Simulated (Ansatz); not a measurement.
Se: the change of energy above lowest point with volume scale

All results are calculated (Ansatz 0.2.0). Free energy against uniform scaling of the volume at fixed shape and fractions; periodic cell, basis, potentials, k mesh and filling as listed.

The cell before it is scaled or strained (space group Pm-3m, No. 221):
```
CELL_PARAMETERS angstrom
2.81060 0.00000 0.00000
0.00000 2.81060 0.00000
0.00000 0.00000 2.81060
ATOMIC_POSITIONS crystal
Se 0.00000 0.00000 0.00000
```

Settings of every row: functional PBEsol; dispersion none; potentials PAW; wave cutoff 489.8 eV; density cutoff 1959.2 eV; k mesh 8x8x8; k shift 0x0x0; occupations fermi dirac; smearing width 0.05 eV; spin none; SCF threshold exponent -8.

Limits: coarse k mesh, up to 40 meV an atom off; the cell comes from a prototype or a list of computed structures and needn't be the stable phase.

| row | volume scale | V (Å³/atom) | energy above lowest point (meV/atom) |
| --- | --- | --- | --- |
| 1 | 0.88 | 19.538 | 69.5 |
| 2 | 0.92 | 20.426 | 22 |
| 3 | 0.96 | 21.314 | 0.5 |
| 4 | 1 | 22.202 | 0 |
| 5 | 1.04 | 23.09 | 16.4 |
| 6 | 1.08 | 23.978 | ? |
| 7 | 1.12 | 24.867 | 86.6 |

Question: what energy above lowest point should row 6 give?

Worked fit of energy above lowest point. Take u = (V_r/V)^(2/3) − 1 with V_r = 21.758 Å³ an atom, which is twice the finite (Eulerian) strain; such expansions in the strain, on which the Birch-Murnaghan equation of state is built, carry the rest volume and the bulk modulus. The shown rows have u = 0.07438, 0.04301, 0.01384, -0.01338, -0.03884, -0.08519. Least squares give energy above lowest point = −2.04 + 11.4 × u + 12580 × u² + 2714 × u³ meV/atom; a parabola predicts inner rows, each left out in turn, worse (root mean square 0.45 against 0.13 meV/atom). The rows lie off it by 0.0, 0.1, 0.0, -0.1, 0.1, 0.0. Its lowest point lies at u = -0.0005, or V = 21.77 Å³ an atom, and the curvature there gives the bulk modulus at fixed shape and fractions, B = (4/9)(1 + u)² E″(u)/V = 82.2 GPa. The withheld row has u = -0.06272, so the fit gives −2.04 + 11.4 × (-0.06272) + 12580 × (-0.06272)² + 2714 × (-0.06272)³ = 46.1 meV/atom.

The calculation gave 46.2 meV/atom. The fit lies 0.1 meV/atom (0.12 % of the column's range) below it, one unit of the last digit.
